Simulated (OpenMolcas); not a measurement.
CH3BO (Borane carbonyl): methods side by side

CH3BO has 6 atoms, charge 0, and is taken as a singlet. As SMILES, `[BH3-]C#[O+]`. Geometry: relaxed at PBE0-D4/def2-TZVP.

Each level gives the dipole moment (D). The values are calculated.

| level | kind | program | value (D) | CPU time |
| --- | --- | --- | --- | --- |
| HF/def2-TZVP | Hartree–Fock | OpenMolcas | 1.68 | 14 s |
| SVWN5/def2-TZVP | LDA | OpenMolcas | 1.09 | 29 s |
| PBE/def2-TZVP | GGA | OpenMolcas | 1.26 | 39 s |
| revPBE/def2-TZVP | GGA | OpenMolcas | 1.31 | 38 s |
| TPSS/def2-TZVP | meta-GGA | OpenMolcas | 1.37 | 52 s |
| B3LYP/def2-TZVP | global hybrid | OpenMolcas | ? | 36 s |
| BHLYP/def2-TZVP | global hybrid | OpenMolcas | ? | 32 s |
| PBE0/def2-TZVP | global hybrid | OpenMolcas | 1.37 | 36 s |

Estimate the missing values from the other rows.

As computed at these levels: B3LYP/def2-TZVP: 1.38 D; BHLYP/def2-TZVP: 1.49 D. The values span 1.09 to 1.68 D. Times are those of the runs behind each value, whatever else they computed, on shared processors of several kinds: orders of magnitude only.

The dipole of borane carbonyl reflects two opposing charge flows. Donation from the carbon lone pair into the empty boron orbital makes the BH3 end negative, while hyperconjugation from the B–H bonds into the CO π* orbitals returns charge and reduces the polarity. Because the geometry is common to all rows, the spread from 1.09 to 1.68 D is electronic, not structural.

Exact exchange raises the dipole from PBE (1.26 D) to PBE0 (1.37 D), and from B3LYP to BHLYP, probably because it widens the gap between the B–H and π* levels and so weakens the back-flow. It isn't the only influence, since TPSS matches PBE0 without any. The measured gas-phase dipole is larger than every value here, which fits functionals that delocalise this charge too readily. Hartree–Fock comes closest, but it omits correlation, so its agreement may owe something to cancelling errors. A total dipole alone can't apportion the charge between donation and back-donation.
